Local-density calculations usually put filled and empty levels too close together. A common repair, the scissors shift, raises all empty levels by one amount. The G0W0 method instead computes a correction for each state, from exchange and correlation screened by the other electrons. Tin telluride puts the shortcut to a hard test, because its highest filled and lowest empty levels nearly touch. Does the correction widen the separation everywhere in this crystal, and where does it put the top filled state at the zone centre?

G0W0 levels of rock-salt SnTe from Yambo 5.3.0, with a plasmon-pole model, on Quantum ESPRESSO LDA states (PseudoDojo 0.4.1 scalar-relativistic potentials, 4×4×4 k mesh, Fermi–Dirac smearing of 0.05 eV, no spin–orbit coupling). The self-energy uses 35 bands and the screening block is 5 Ry. Each energy column counts from its own highest filled level.

```
row  state k a (reciprocal cell vector)  state k b (reciprocal cell vector)  state k c (reciprocal cell vector)   state band  state start level (eV)  state corrected level (eV)  state weight z
  1                                   ?                                   ?                                   ?   top filled                       ?                           ?               ?
  2                               0.000                               0.000                               0.000  first empty                   3.368                       3.321           0.779
  3                               0.000                               0.000                              -0.500   top filled                   0.000                       0.000           0.798
  4                               0.000                               0.000                              -0.500  first empty                   0.101                      -0.009           0.794
  5                               0.250                              -0.500                              -0.250   top filled                  -0.773                      -1.011           0.791
  6                               0.250                              -0.500                              -0.250  first empty                   0.858                       0.841           0.794
```

The "state k" columns locate each state in the Brillouin zone: row 2 lies at the centre Γ, rows 3 and 4 at L, and rows 5 and 6 at W. "State start level" is the local-density energy and "state corrected level" the G0W0 energy. At W the correction acts as the shortcut supposes and widens the separation by 0.22 eV. At L it does the reverse and takes the separation from 0.101 to -0.009 eV. That last value is zero within the accuracy of the method, so its sign is unresolved, but no single scissors shift can describe both points.

A likely reason for the different shifts lies in exchange. The local-density potential is one function of position for all states, and the correction is what exchange and correlation give beyond its average over a state. True exchange binds a state more strongly the more it overlaps with filled states. In SnTe the filled bands near the edge are mostly tellurium p and the empty ones mostly tin p. A tellurium-like state therefore gains more binding than a tin-like one. This holds even where such a state happens to be empty, since exchange sums over the filled states of the whole zone.

At L this can turn the usual result round. The p–p coupling between neighbouring tin and tellurium atoms cancels there, because the neighbours on opposite sides contribute with opposite phases. Each edge then keeps the character of one atom's p orbitals, mixed with s orbitals of the other, and the order of the two edges can invert. If the local-density start has them inverted, the level labelled "top filled" is tin-like and the one labelled "first empty" is tellurium-like. Lowering the tellurium-like level then closes the separation instead of opening it.

The known shifts fit this picture, although it remains an inference. Both energy columns count from the top filled state at L, so that state has zero shift by definition. Relative to it, the empty states at Γ and W move by less than 0.05 eV, while the first empty state at L sinks by 0.11 eV and the filled one at W by 0.24 eV. A model with one shift for tellurium-like and one for tin-like states, fitted to the five known rows, has a typical error of 0.04 eV, half that of a model sorted by the labels "filled" and "empty". The characters were assigned after the shifts had been seen, so the better fit is no independent test. One lies in the run's own output, which lists the average of the local-density exchange-correlation potential over each state. This average is expected to be more negative for a compact tellurium-like state than for a diffuse tin p state. At W it is -12.55 eV for the filled edge and -10.95 eV for the empty one. At L the pattern is reversed, -10.45 eV for the filled edge and -12.42 eV for the empty one, as inverted edges would give. The average is no clean marker of character, though: the next lower filled band at W has -10.50 eV, less negative than the empty edge there.

For the top filled state at Γ, the start level has to be estimated first. The p–p coupling that cancels at L survives at Γ and pushes the filled level down, away from the empty one. A rough estimate of this coupling, together with general knowledge of such bands, suggests a start level of $-1.5 \pm 1.0$ eV. The wide bar reflects how crude that estimate is.

The shift can be forecast more closely. The two-shift model gives -0.17 eV, an average over the tellurium-like states at W and L. The L state is a poor guide, because it is nearly degenerate with its partner and partly occupied, the Fermi level lying about one smearing width from each edge, whereas Γ should be clearly filled, as W is. I therefore take the W value, $-0.24 \pm 0.20$ eV. The corrected level follows as $-1.5 - 0.24 \approx -1.7$ eV, with a bar of 1.0 eV.

The first empty state at Γ sinks by only 0.05 eV, so the separation there should widen by $0.24 - 0.05 = 0.19$ eV, again within 0.20 eV. The "state weight z" is the share of an added electron or hole that stays in one sharp level, and it scales the correction. It is nearly the same in all known rows, so it can't explain why L and W behave differently. For Γ the forecast is $0.79 \pm 0.02$.

The withheld rows as computed:

```
row  state k a (reciprocal cell vector)  state k b (reciprocal cell vector)  state k c (reciprocal cell vector)  state band  state start level (eV)  state corrected level (eV)  state weight z
  1                               0.000                               0.000                               0.000  top filled                  -2.063                      -2.454           0.781
```

All the forecasts hold within their bars, but the filled state lies deeper than expected. Its start level is -2.06 eV, so the rough estimate placed it too high. This error of 0.56 eV makes up most of the 0.72 eV by which the corrected level was missed. The weight, 0.781, is as ordinary as the others.

The shift teaches more. It is downward, as forecast, but at -0.39 eV it exceeds the W value by 0.15 eV and more than doubles the value of the two-shift model. The filled state at Γ starts well below the one at W and also sinks further. The three tellurium-like shifts, at L, W and Γ, grow steadily with depth, which reads as a stretching of the band on top of its shift, and a model with one shift for all tellurium-like states leaves this out. Make-up may contribute too, since symmetry lets tin s mix into the edge states at L and W but not into the one at Γ. As a result the separation at Γ widens by 0.34 eV, nearly twice the central forecast.

Could stretching alone account for L, with no inversion? The two L states start only 0.10 eV apart, so a correction that varied smoothly with energy would move them almost equally. Instead the upper one drops by 0.11 eV against the lower, which points to a difference in character. The evidence is modest, since the mesh, the number of bands and the screening are not converged, and the simplified frequency dependence of the screening is doubtful for a nearly metallic start. The result at Γ supports the downward shift of tellurium-like states but can't by itself settle the order at L.

The contrast with lead telluride shows what is at stake. Its band edges at L stand in the normal order, and from a start that has this order right the same mechanism should widen the separation. If the picture drawn here is right, the sign of the correction at L depends on the character that the edges have in the start. The printed output below gives the fits and the misses.

The shifts and the reversed averages of the potential make it plausible, but don't establish, that the local-density edges of SnTe are inverted at L in this calculation. The parity of the two states, or their weights on tin and tellurium, would confirm it directly. Comparison with the measured gap also needs spin–orbit coupling, which moves these edges by amounts comparable with or larger than their separation at L. Nor is the 0.101 eV at L an established gap, since with inverted edges at L, normal order at W and no spin–orbit coupling, symmetry is expected to make the two bands cross on the line from L to W, between the points of the coarse mesh.

Output of the analysis:

```
Shift of each level by G0W0 relative to top filled L:
  row  shift_eV  assumed_valence_like
    1    -0.391                     1
    2    -0.047                     0
    3         0                     0
    4     -0.11                     1
    5    -0.238                     1
    6    -0.017                     0
Change of the L separation by G0W0 in eV: -0.11
W separation in the LDA start in eV: 1.631
W separation after G0W0 in eV: 1.852
Change of the W separation by G0W0 in eV: 0.221
fit of shift on 5 rows: constant -0.02133 +/- 0.032, coefficient of valence_like -0.1527 +/- 0.051; rms 0.0432, worst 5 0.064, leave-one-out rms 0.084
  rows outside the fit (model, value, miss): 1 -0.174, -0.391, 0.217
fit of shift on 5 rows: constant -0.058 +/- 0.06, coefficient of filled -0.061 +/- 0.095; rms 0.081, worst 3 -0.119, leave-one-out rms 0.157
  rows outside the fit (model, value, miss): 1 -0.119, -0.391, 0.272
Forecast of the corrected Gamma level in eV: -1.738
Forecast of the change of the Gamma separation in eV: 0.191
Gamma separation in the LDA start in eV: 5.431
Gamma separation after G0W0 in eV: 5.775
Computed change of the Gamma separation in eV: 0.344
Start level at Gamma, forecast less computed, in eV: 0.563
Shift at Gamma, forecast less computed, in eV: 0.153
Corrected level at Gamma, forecast less computed, in eV: 0.716
Weight at Gamma, forecast less computed: 0.009
```
